# Positive-P representation: existence, Itô equations and Kerr squeezing in fibre

## 1. Premises and conventions

I take one boson mode, $[a,a^\dagger]=1$, and a density operator $\rho\ge0$ with $\mathrm{Tr}\rho=1$. Coherent states are $|\alpha\rangle=e^{-|\alpha|^2/2}e^{\alpha a^\dagger}|0\rangle$, and $d^2\alpha=d\,\mathrm{Re}\,\alpha\;d\,\mathrm{Im}\,\alpha$. I use four standard facts.

- (P1) $a|\alpha\rangle=\alpha|\alpha\rangle$, $|\langle\mu|\alpha\rangle|=e^{-|\alpha-\mu|^2/2}$ and $\pi^{-1}\int d^2g\,|g\rangle\langle g|=1$.
- (P2) $e^{\lambda a^\dagger}e^{-\lambda^*a}=e^{|\lambda|^2}e^{-\lambda^*a}e^{\lambda a^\dagger}=e^{|\lambda|^2/2}D(\lambda)$, with $D(\lambda)=e^{\lambda a^\dagger-\lambda^*a}$ unitary.
- (P3) $\mathrm{Tr}[\rho D(\lambda)]$ for all $\lambda$ fixes $\rho$.
- (P4) Itô calculus for real independent Wiener processes, $dW_j\,dW_k=\delta_{jk}\,dt$.

The kernel depends on two independent complex numbers:
$$\Lambda(\alpha,\beta)=\frac{|\alpha\rangle\langle\beta^*|}{\langle\beta^*|\alpha\rangle}=e^{-\alpha\beta}\,e^{\alpha a^\dagger}|0\rangle\langle0|e^{\beta a},\qquad \langle n|\Lambda|m\rangle=\frac{\alpha^n\beta^m}{\sqrt{n!\,m!}}e^{-\alpha\beta}.\tag{1}$$
It has unit trace and is entire in $\alpha$ and in $\beta$; no $\alpha^*$ or $\beta^*$ survives. A positive-P distribution (Drummond and Gardiner, 1980) is a probability density with
$$\rho=\int d^2\alpha\,d^2\beta\;P(\alpha,\beta)\,\Lambda(\alpha,\beta).\tag{2}$$
Since $a\Lambda=\alpha\Lambda$ and $\Lambda a^\dagger=\beta\Lambda$, cyclicity of the trace gives $\mathrm{Tr}[a^{\dagger m}a^n\Lambda]=\beta^m\alpha^n$. Normally ordered moments are therefore plain averages, $\langle a^{\dagger m}a^n\rangle=\mathbb E[\beta^m\alpha^n]$.

## 2. Existence

**Claim.** For every $\rho$,
$$P(\alpha,\beta)=\frac1{4\pi^2}\,e^{-|\alpha-\beta^*|^2/4}\,\langle g|\rho|g\rangle,\qquad g=\frac{\alpha+\beta^*}{2},\tag{3}$$
is non-negative, normalised, and represents $\rho$.

*Positivity.* $\langle g|\rho|g\rangle\ge0$ because $\rho\ge0$.

*Normalisation.* Put $\delta=(\alpha-\beta^*)/2$, so that $\alpha=g+\delta$ and $\beta=g^*-\delta^*$. The real parts contribute a Jacobian factor 2 and so do the imaginary parts, hence $d^2\alpha\,d^2\beta=4\,d^2g\,d^2\delta$. With $|\alpha-\beta^*|^2/4=|\delta|^2$ and the Husimi function $Q(g)=\langle g|\rho|g\rangle/\pi$,
$$P\,d^2\alpha\,d^2\beta=Q(g)\,d^2g\;\frac{e^{-|\delta|^2}}{\pi}\,d^2\delta.\tag{4}$$
Both factors integrate to one, the first by (P1). To sample (3), I draw $g$ from $Q$ and $\delta$ from an independent complex Gaussian with $\mathbb E|\delta|^2=1$.

*Representation.* Let $\chi_N(\lambda)=\mathrm{Tr}[\rho\,e^{\lambda a^\dagger}e^{-\lambda^*a}]$. For the kernel the same trace is $e^{\lambda\beta-\lambda^*\alpha}$, and
$$\lambda\beta-\lambda^*\alpha=(\lambda g^*-\lambda^*g)-(\lambda\delta^*+\lambda^*\delta).$$
The first bracket is imaginary and the second is linear in $\delta$, so the average over (4) converges absolutely and factorises. Completing the square, $|\delta|^2+\lambda\delta^*+\lambda^*\delta=|\delta+\lambda|^2-|\lambda|^2$, gives $e^{|\lambda|^2}$ for the $\delta$ factor. For the $g$ factor I insert (P1) between two exponentials:
$$\mathrm{Tr}[\rho\,e^{-\lambda^*a}e^{\lambda a^\dagger}]=\int d^2g\,Q(g)\,e^{\lambda g^*-\lambda^*g}\equiv\chi_A(\lambda).$$
By (P2), $\chi_A=e^{-|\lambda|^2}\chi_N$. The product of the two factors is $\chi_N(\lambda)$, and by (P2) and (P3) the right side of (2) is $\rho$. $\blacksquare$

The mechanism is that $Q$ is too broad by one unit of vacuum noise for normal ordering, and $\delta$, entering $\alpha$ and $\beta^*$ with opposite signs, subtracts it: $\mathbb E[\alpha\beta]=\mathbb E|g|^2-\mathbb E|\delta|^2=\langle aa^\dagger\rangle-1$.

*In what sense (2) converges.* The trace norm of $\Lambda$ is $1/|\langle\beta^*|\alpha\rangle|=e^{2|\delta|^2}$, which beats the weight $e^{-|\delta|^2}$, so (2) is not an absolutely convergent operator integral. It holds for $\chi_N$, as shown, and for every normally ordered moment for which the moments of $Q$ of that order are finite. Number-state elements are marginal: $\alpha\beta=|g|^2-|\delta|^2+\delta g^*-g\delta^*$, so $e^{-\alpha\beta}$ cancels the Gaussian in $\delta$ and leaves
$$\langle0|\rho|0\rangle=\int\frac{d^2\delta}{\pi}\int d^2g\,Q(g)\,e^{-|g|^2}e^{g\delta^*-g^*\delta}.$$
The $g$ integral must be done first. It is a Fourier transform of a product, hence the convolution of $\chi_A$ with a Gaussian $\propto e^{-|\lambda|^2}$. Since $|\chi_A|=e^{-|\lambda|^2/2}|\mathrm{Tr}\rho D|\le e^{-|\lambda|^2/2}$, it decays at least as $e^{-|\delta|^2/3}$, and Fourier inversion returns $\pi Q(0)=\langle0|\rho|0\rangle$. Other elements add only polynomials.

*Non-uniqueness.* A coherent state $|\alpha_0\rangle$ is also represented by $\delta^2(\alpha-\alpha_0)\,\delta^2(\beta-\alpha_0^*)$, because $\Lambda(\alpha_0,\alpha_0^*)=|\alpha_0\rangle\langle\alpha_0|$. I use this narrower choice as the initial condition below.

## 3. Operator correspondences and the generator

Differentiating (1) gives $\partial_\alpha\Lambda=(a^\dagger-\beta)\Lambda$ and $\partial_\beta\Lambda=\Lambda(a-\alpha)$. The full set is
$$a\Lambda=\alpha\Lambda,\quad a^\dagger\Lambda=(\beta+\partial_\alpha)\Lambda,\quad\Lambda a^\dagger=\beta\Lambda,\quad\Lambda a=(\alpha+\partial_\beta)\Lambda.\tag{5}$$
Take $H=\tfrac12\hbar\chi\,a^{\dagger2}a^2$, in the frame rotating at the carrier frequency. In $a^{\dagger2}a^2\Lambda$ the $a^2$ acts first and yields the number $\alpha^2$, which stays to the left of the derivatives:
$$a^{\dagger2}a^2\Lambda=\alpha^2(\beta+\partial_\alpha)^2\Lambda,\qquad\Lambda a^{\dagger2}a^2=\beta^2(\alpha+\partial_\beta)^2\Lambda.$$
The terms $\alpha^2\beta^2$ cancel in the commutator, so $-\tfrac i\hbar[H,\Lambda]=\mathcal L\Lambda$ with
$$\mathcal L=-i\chi\alpha^2\beta\,\partial_\alpha+i\chi\beta^2\alpha\,\partial_\beta+\tfrac12(-i\chi\alpha^2)\partial_\alpha^2+\tfrac12(i\chi\beta^2)\partial_\beta^2.\tag{6}$$
This has the form $\mathcal L=A_\mu\partial_\mu+\tfrac12D_{\mu\nu}\partial_\mu\partial_\nu$ with $z_\mu=(\alpha,\beta)$. No third derivative appears because $H$ holds at most two creation and two annihilation operators per term.

Had I set $\beta=\alpha^*$ (the Glauber–Sudarshan function), then $\partial_\alpha=\tfrac12(\partial_x-i\partial_y)$ and the real diffusion matrix would be $\tfrac12\begin{pmatrix}\mathrm{Re}D&\mathrm{Im}D\\\mathrm{Im}D&-\mathrm{Re}D\end{pmatrix}$ with $D=-i\chi\alpha^2$. Its eigenvalues are $\pm|\chi||\alpha|^2/2$, and no stochastic process has a negative one.

## 4. Analyticity makes the diffusion positive

$D$ is complex symmetric, so $D=BB^T$ for some complex $B$ (Takagi factorisation in general; here $D$ is diagonal and square roots suffice). Write $z_\mu=x_\mu+iy_\mu$, $A=A^x+iA^y$ and $B=B^x+iB^y$ with real parts. On an analytic function the Cauchy–Riemann equations read $\partial_\mu=\partial_{x_\mu}=-i\partial_{y_\mu}$, and I may choose either form term by term.

For the drift, $A^x\partial+iA^y\partial=A^x\partial_x+A^y\partial_y$. For the diffusion,
$$D=B^xB^{xT}+i(B^xB^{yT}+B^yB^{xT})-B^yB^{yT},$$
and I use $\partial\partial=\partial_x\partial_x$ in the first term, $i\partial\partial=\partial_x\partial_y=\partial_y\partial_x$ in the second, and $-\partial\partial=\partial_y\partial_y$ in the third. On $\Lambda$, then, $\mathcal L$ equals a real operator in $X=(x,y)$,
$$\mathcal L_R=\mathcal A_j\partial_j+\tfrac12\mathcal D_{jk}\partial_j\partial_k,\qquad\mathcal A=\binom{A^x}{A^y},\quad\mathcal D=\mathcal B\mathcal B^T,\quad\mathcal B=\binom{B^x}{B^y},\tag{7}$$
and $v^T\mathcal Dv=|\mathcal B^Tv|^2\ge0$ for every real $v$. In the Kerr case with $\chi>0$, $\sqrt{-i\chi}\,\alpha=\sqrt{\chi/2}\,[(x+y)+i(y-x)]$, and the $\alpha$ block of $\mathcal D$ has eigenvalues $0$ and $\chi|\alpha|^2$.

Insert (2) into $\dot\rho=-\tfrac i\hbar[H,\rho]$, so that $\int\dot P\Lambda=\int P\mathcal L_R\Lambda$, and integrate by parts. If the surface terms at infinity vanish, a sufficient condition is the Fokker–Planck equation $\dot P=[-\partial_j\mathcal A_j+\tfrac12\partial_j\partial_k\mathcal D_{jk}]P$. It is not necessary, since $P$ is not unique. It is the forward equation of $dX=\mathcal A\,dt+\mathcal B\,dW$ in the Itô sense, so $P$ stays a probability density. Recombining $x+iy$ gives $dz=A\,dt+B\,dW$:
$$\boxed{\;d\alpha=-i\chi\alpha^2\beta\,dt+\sqrt{-i\chi}\,\alpha\,dW_1,\qquad d\beta=i\chi\beta^2\alpha\,dt+\sqrt{i\chi}\,\beta\,dW_2\;}\tag{8}$$
The two noises are real and independent, so $\beta\ne\alpha^*$ for $t>0$. The signs of the roots are immaterial. Equivalently, Itô's formula gives $df=\mathcal Lf\,dt+B_{\mu k}\partial_\mu f\,dW_k$ for any analytic $f$; the surface terms vanish when the last term has zero mean. Complex conjugation of (8) maps $\chi\to-\chi$, so I take $\chi>0$ from here on.

## 5. Solving the Itô equations

Start from $\alpha=\beta=\sqrt{n_0}$, and set $n=\alpha\beta$, $\theta=\chi t$, $\phi=n_0\theta$, $\xi=\sqrt{\chi/2}\,(1-i)$, $\eta=\sqrt{\chi/2}\,(1+i)$. Then $\xi^2=-i\chi$, $\eta^2=i\chi$ and $\xi^2+\eta^2=0$. Itô's formula for the logarithms gives
$$d\ln\alpha=-i\chi n\,dt+\tfrac i2\chi\,dt+\xi\,dW_1,\qquad d\ln\beta=i\chi n\,dt-\tfrac i2\chi\,dt+\eta\,dW_2.\tag{9}$$
The drifts cancel in the sum. With the independent processes $W_\pm=(W_2\pm W_1)/\sqrt2$,
$$n(t)=n_0\,e^{\sqrt\chi\,(W_++iW_-)}.\tag{10}$$
No trajectory escapes in finite time, and $\mathbb E[n^k]=n_0^k\,e^{k^2\theta/2}e^{-k^2\theta/2}=n_0^k$, the conserved Poisson factorial moments.

For the amplitude I solve the backward equation $\partial_tu=\mathcal Lu$. Acting on a monomial, (6) gives $\mathcal L(\alpha^pn^k)=-i\chi[\,pn+pk+\tfrac12p(p-1)]\alpha^pn^k$. Summing with weights $s^k/k!$ gives $\mathcal L(\alpha^pe^{sn})=-i\chi[\,pn(1+s)+\tfrac12p(p-1)]\alpha^pe^{sn}$. Matching to $\partial_t$ requires $\dot s=-ip\chi(1+s)$, so
$$u_p(t;\alpha,\beta)=\alpha^p\,e^{-ip(p-1)\theta/2}\exp[\,n(e^{-ip\theta}-1)].\tag{11}$$
The Heisenberg solution $a(t)=e^{-i\theta a^\dagger a}a$ gives $a(t)^2=e^{-i\theta}e^{-2i\theta a^\dagger a}a^2$, and the Poisson sum $\langle e^{-ix\,a^\dagger a}\rangle=\exp[n_0(e^{-ix}-1)]$ reproduces (11) at the initial point for $p=1,2$. The generator is thus exact; what remains is whether averages over (8) deliver it.

## 6. Boundary terms and sampling spread

From (9), $\ln|\alpha|=\tfrac12\ln n_0+\chi\int_0^t\mathrm{Im}\,n\,ds+\sqrt{\chi/2}\,W_1$. Consider paths that in the first third of the interval bring $\sqrt\chi W_-$ into $[\pi/6,5\pi/6]$ with $|W_+|$ bounded and keep it there, in the second third raise $W_+$ to $w$, and in the last third hold $W_+$ in a fixed band above $w$. Their probability falls only as $e^{-Cw^2/t}$ with a constant $C$, while $\ln|\alpha|\ge\tfrac16\phi\,e^{\sqrt\chi w}-O(w)$ on them. So $\mathbb E|\alpha(t)|=\infty$ for every $t>0$: strictly, the lossless Kerr oscillator does not justify dropping the surface terms.

What can be proved is a bound. Let $T$ be the first time that $\sqrt\chi\,|W_++iW_-|=\epsilon<\pi/2$. Before $T$, $\mathrm{Re}\,n>0$, $|\mathrm{Im}\,n|\le n_0\epsilon e^\epsilon$ and $\sqrt{\chi/2}\,|W_1|\le\epsilon$. The process $M_\tau=u_p(t-\tau;\alpha_\tau,\beta_\tau)$ has no drift and is bounded up to $T$, so its stopped mean is exactly $\langle a^p(t)\rangle$. With $\theta'=\chi(t-\tau)$, $\mathrm{Re}[n(e^{-ip\theta'}-1)]\le p\,\theta'|\mathrm{Im}\,n|$, which combines with the growth of $|\alpha|^p$ up to $\tau$ into $|M_T|\le n_0^{p/2}e^{p\epsilon(1+\phi e^\epsilon)}$. To reach the circle, one of $|W_\pm|$ must reach $\epsilon/\sqrt{2\chi}$. The reflection principle with the Gaussian tail bound gives $\Pr(\sup|W|\ge x)\le2e^{-x^2/2t}$, so $\Pr(T<t)\le4e^{-\epsilon^2/4\theta}$. Therefore
$$\big|\mathbb E[\alpha_t^p\,1_{T>t}]-\langle a^p(t)\rangle\big|\le4\,n_0^{p/2}\exp\!\big[p\epsilon(1+\phi e^\epsilon)-\epsilon^2/4\theta\big].\tag{12}$$
A finite sample in which no path reaches $T$ estimates the left average, and (12) bounds its bias.

For $\theta\ll1$, (10) linearises to $n-n_0\simeq n_0(\xi W_1+\eta W_2)$. Using $\int_0^tW\,ds=\int_0^t(t-s)\,dW_s$, the noise parts of $\ln\alpha$ and $\ln\beta$ are
$$U=\int\xi[1-i\chi n_0(t-s)]dW_1-\int i\chi n_0(t-s)\eta\,dW_2,$$
$$U'=\int i\chi n_0(t-s)\xi\,dW_1+\int\eta[1+i\chi n_0(t-s)]dW_2.\tag{13}$$
The real parts of the kernels of $U$ are $\sqrt{\chi/2}\,[1-\chi n_0(t-s)]$ and $\sqrt{\chi/2}\,\chi n_0(t-s)$, so
$$\mathrm{Var}\ln|\alpha|=\theta\left(\tfrac12-\tfrac12\phi+\tfrac13\phi^2\right).\tag{14}$$
The modulus is log-normal, and sampling fails once (14) is of order one, at $\phi\sim(3n_0)^{1/3}$, that is $\chi t\sim n_0^{-2/3}$.

## 7. Quadrature squeezing

Define $X_\vartheta=ae^{-i\vartheta}+a^\dagger e^{i\vartheta}$, with vacuum variance 1. Normal ordering gives $V_\vartheta=1+2\mathcal N+2\,\mathrm{Re}(\mathcal Me^{-2i\vartheta})$, where $\mathcal N=\langle a^\dagger a\rangle-|\langle a\rangle|^2$ and $\mathcal M=\langle a^2\rangle-\langle a\rangle^2$, and the extrema are $V_\pm=1+2\mathcal N\pm2|\mathcal M|$. I remove the mean rotation $e^{-i\phi}$, so that $\delta\alpha=\sqrt{n_0}\,U$ and $\delta\beta=\sqrt{n_0}\,U'$ to first order. In the Itô isometry for (13) the terms in $(t-s)^2$ carry $\xi^2+\eta^2=0$, which leaves
$$\mathcal M=n_0\mathbb E[U^2]=n_0\xi^2(t-i\chi n_0t^2)=-i\phi-\phi^2,$$
$$\mathcal N=n_0\mathbb E[UU']=n_0\,i\chi n_0(\xi^2-\eta^2)\,t^2/2=\phi^2.$$
The covariance matrix of the amplitude and phase quadratures, and its eigenvalues, are
$$C=\begin{pmatrix}1&-2\phi\\-2\phi&1+4\phi^2\end{pmatrix},\qquad V_\pm=\left(\sqrt{1+\phi^2}\pm\phi\right)^2.\tag{15}$$
The sub-vacuum variance comes from $\mathcal N-|\mathcal M|<0$, which is impossible when $\beta=\alpha^*$ path by path.

Expanding (11) one order further in $1/n_0$ at fixed $\phi$ gives $\mathcal N=\phi^2-\phi^4/2n_0$ and $\mathcal M=-i\phi-\phi^2+(\tfrac32\phi^4-\tfrac12\phi^2+3i\phi^3)/n_0$. Projecting the correction of $\mathcal M$ on its leading term,
$$\delta V_-=\frac1{n_0}\left[\frac{\phi^3(3\phi^2+5)}{\sqrt{1+\phi^2}}-\phi^4\right].\tag{16}$$
For large $\phi$, $V_-\simeq1/4\phi^2+2\phi^4/n_0$, which is smallest at $\phi=(n_0/16)^{1/6}$.

## 8. Range of validity

1. The distribution (3) exists for every state, with (2) read in the weak sense of section 2. For several modes, (3) holds with the prefactor and Gaussian repeated per mode.
2. Positive diffusion needs a generator of at most second order with analytic coefficients. A term such as $a^{\dagger3}a^3$ produces third derivatives and falls outside.
3. The equivalence of (8) with the quantum dynamics is conditional on the surface terms. For the lossless Kerr mode it holds up to the bias (12), which is negligible when some small $\epsilon$ satisfies $\epsilon^2\gg\theta$ and $\epsilon\gg\theta\phi$.
4. Sampling is practical for $\phi\ll(3n_0)^{1/3}$, and (15) holds for $\phi\ll(n_0/16)^{1/6}$ when $n_0\gg1$.
5. A fibre pulse reduces to one mode only for negligible dispersion and a response fast compared with the pulse.

## 9. Illustration: 1550 nm pulses in silica fibre

**Mapping.** With fields $\propto e^{-i\omega_0t}$, no dispersion and instantaneous response, the envelope obeys $\partial_zA=i\gamma|A|^2A$ in the comoving frame, with $|A|^2$ the power. A time slice of length $\Delta\tau$ is one mode with $|A|^2=\hbar\omega_0\,a^\dagger a/\Delta\tau$. Comparing with $\dot a=-i\chi a^\dagger a\,a$ gives $\chi t=-\gamma\hbar\omega_0L/\Delta\tau$. Silica thus has $\chi<0$, which mirrors the noise ellipse and leaves $V_\pm$, (12), (14) and (16) unchanged with $\theta=|\chi|t$ and $\phi=\gamma P_0L$.

**Inputs.** Typical values for standard single-mode fibre: $\gamma\approx1.3$ W$^{-1}$km$^{-1}$, $\beta_2\approx-22$ ps$^2$/km, loss $\approx0.2$ dB/km. Assumed: an idealised flat-top pulse with $\Delta\tau=10$ ps and $P_0=100$ W (1.0 nJ), $L=10$ m, 300 K, and a local oscillator matched to the pulse.

**Pure Kerr model.** $\hbar\omega_0=hc/\lambda=0.800$ eV, $n_0=7.80\times10^9$, $\phi=1.3$ and $\theta=1.67\times10^{-10}$. Equation (15) gives $V_-=0.116$ ($-9.4$ dB) and $V_+=8.64$ ($+9.4$ dB). The correction (16) is $1.4\times10^{-9}$. The linear theory would fail near $\phi=28$ and sampling near $\phi=2.9\times10^3$. By (14), $\ln|\alpha|$ spreads by $8.3\times10^{-6}$ rms. With $\epsilon=10^{-3}$ and $p=2$ the exponent in (12) is $-1.5\times10^3$, against $\ln n_0=23$ from the prefactor. The method itself is safe here.

**Dispersion and fibre loss.** Linearising $\partial_zA=-\tfrac i2\beta_2\partial_\tau^2A+i\gamma|A|^2A$ about the flat top, with amplitude and phase fluctuations $x,y$ at sideband frequency $\Omega$, gives $L\,\partial_zx=d\,y$ and $L\,\partial_zy=(2\phi-d)x$, where $d=|\beta_2|\Omega^2L/2$. At $\Omega=\pi/\Delta\tau$, $d=0.011$, and $V_-$ changes by less than 1 per cent. The fibre loss is 0.002 dB.

**Raman noise** is not small. Let the nonlinear phase be $\gamma L\int R(\tau-\tau')P(\tau')\,d\tau'$ with $\int R\,d\tau=1$, arising from a coupling $\hbar\int dz\,\hat x\,\psi^\dagger\psi$ to a local medium coordinate, where $\psi^\dagger\psi=P/\hbar\omega_0v$ and $v$ is the group velocity. The phase acquired is $-\int\hat x\,dz/v$, so the susceptibility of $\hat x$ is $\gamma\omega_0v^2\tilde R(\Omega)\,\delta(z-z')$. The fluctuation–dissipation theorem, $S=\hbar\coth(\hbar\Omega/2k_BT)\,\mathrm{Im}(\text{susceptibility})$ for the symmetrised two-sided spectrum, then gives
$$S_\phi(\Omega)=\gamma L\,\hbar\omega_0\coth\!\frac{\hbar\Omega}{2k_BT}\,\mathrm{Im}\tilde R(\Omega)\;\to\;\gamma L\,\hbar\omega_0\,r,\qquad r=\frac{2k_BT\,T_R}{\hbar},$$
at low frequency, where $\mathrm{Im}\tilde R\simeq T_R\Omega$. Averaged over the pulse, the phase variance is $S_\phi/\Delta\tau=r\theta$. In (8) this adds $-i\alpha\sqrt{r|\chi|}\,dW_3-\tfrac12r|\chi|\alpha\,dt$ and $+i\beta\sqrt{r|\chi|}\,dW_3-\tfrac12r|\chi|\beta\,dt$ with one shared noise, which leaves $n$ unchanged. The phase-quadrature entry of $C$ grows by $4n_0r\theta=4r\phi$. With the approximate value $T_R\approx3$ fs, $r=0.24$, an rms phase of 6.3 µrad, and the smaller eigenvalue becomes $V_-=0.23$ ($-6.4$ dB). The low-frequency slope $T_R$ is a rough input: halving or doubling $r$ gives $-7.5$ or $-5.0$ dB.

**Detection.** An assumed efficiency of 0.85 scales $\mathcal N$ and $\mathcal M$ by that factor, so $V=0.85\,V_-+0.15=0.35$, or $-4.6$ dB.

This is the model's number. It omits guided-acoustic-wave Brillouin scattering, a thermal phase noise that is slow compared with the pulse. An rms value $\sigma$ adds $4n_0\sigma^2$ to the same entry of $C$, so it equals the Raman term at $\sigma=6.3$ µrad, and at fixed $\phi$, $L$ and $P_0$ its weight grows with $\Delta\tau$. As typical knowledge, detected Kerr squeezing in silica fibre lies at roughly 3 to 7 dB in well-arranged experiments, so the pure Kerr figure of $-9.4$ dB is too optimistic by a few dB, and the model's $-4.6$ dB applies only when the detection frequency avoids the acoustic lines; otherwise nanojoule picosecond pulses at room temperature can lose several dB more.